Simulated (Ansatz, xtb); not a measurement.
## Two isomers of CH2BO

We compare I, `B1[CH]O1`, a doublet, with II, `B[C]=O`, a doublet. Both are isolated molecules in the gas phase, relaxed with BLYP-D3(BJ)/def2-SVP; the shapes shown needn't be the lowest conformers.

I (Å):

```yaml
atoms:
  - { symbol: C, position_ang: [-1.4723, 0.7915, -1.3739] }
  - { symbol: B, position_ang: [-1.1872, 1.6904, -0.2879] }
  - { symbol: O, position_ang: [-2.1075, 0.6316, -0.0646] }
  - { symbol: H, position_ang: [-0.7232, 2.5927, 0.3452] }
  - { symbol: H, position_ang: [-1.6707, 0.1250, -2.2147] }
```

II (Å):

```yaml
atoms:
  - { symbol: C, position_ang: [-0.8126, 0.7603, -1.2286] }
  - { symbol: B, position_ang: [-1.8133, 1.4100, -0.3462] }
  - { symbol: O, position_ang: [-0.0248, 0.2488, -1.9234] }
  - { symbol: H, position_ang: [-1.5100, 1.5856, 0.8110] }
  - { symbol: H, position_ang: [-2.8724, 1.7252, -0.8368] }
```

Question: Estimate E(II) − E(I) at the level CCSD(T)/def2-TZVP.

Answer: Calculated at CCSD(T)/def2-TZVP: E(II) − E(I) = −24.8 kcal/mol, so structure II lies lower.

The same difference at several levels:

```
               level              geometry  E(II) − E(I) (kcal/mol)  departure from the last row (kcal/mol)  job, with rough time for the two
            GFN2-xTB              GFN2-xTB                     −19.4                                    +5.4              optimisation, 0.38 s
           HF/STO-3G              GFN2-xTB                      −9.7                                   +15.0              single point, 0.79 s
  r2SCAN-D4/def2-SVP              GFN2-xTB                     −24.8                                     0.0               single point, 7.2 s
BLYP-D3(BJ)/def2-SVP  BLYP-D3(BJ)/def2-SVP                     −27.6                                    −2.9                optimisation, 52 s
        HF/def2-TZVP  BLYP-D3(BJ)/def2-SVP                     −26.5                                    −1.7           part of the CCSD(T) run
       MP2/def2-TZVP  BLYP-D3(BJ)/def2-SVP                     −24.5                                    +0.3           part of the CCSD(T) run
   CCSD(T)/def2-TZVP  BLYP-D3(BJ)/def2-SVP                     −24.8                                                        single point, 80 s
```

As drawn, II has 1 C=O, 1 B–H in place of 1 C–O, 1 B–O, 1 C–H. Structure I has a 3-membered ring, II no ring.

None of the levels shown reverses the order. The largest departure from CCSD(T)/def2-TZVP is that of HF/STO-3G, 15.0 kcal/mol.

With harmonic frequencies from BLYP-D3(BJ)/def2-SVP (ideal gas, rigid rotor, one conformer each, 298.15 K, 1 atm): the zero-point term adds −0.6 kcal/mol; ΔH is −25.3 and ΔG −25.0 kcal/mol.

Open shells are spin-unrestricted. The correlated steps freeze 3 core orbitals. Run with Ansatz 0.2.0, xtb 6.7.1; the last row on 1 thread of Intel(R) Xeon(R) Processor @ 2.50GHz (Skylake/Cascade Lake) on a shared host.

The open-chain isomer is clearly the more stable of the two, and the preference is almost entirely electronic, since zero-point and thermal terms barely change it. The drawn C=O bond undersells II: its B–C–O unit is essentially linear and the C–O distance is short, so it is better read as a carbonyl adduct of BH2 than as a bent acyl radical. Carbon donates its lone pair to boron, while the unpaired electron in the boron p orbital can delocalise into CO π*, consistent with the short B–C contact.

Structure I gains a strong B–O bond and probably some B–C π bonding from its odd electron, but it pays for these with ring strain and the loss of the very strong carbonyl bond.

Hartree–Fock in the larger basis overshoots the gap by only 1.7 kcal/mol, so differential correlation is small, and the HF/STO-3G outlier probably reflects mainly its minimal basis. The energy difference doesn't show how readily I would open to II, which depends on the barrier for hydrogen migration and C–O rearrangement.
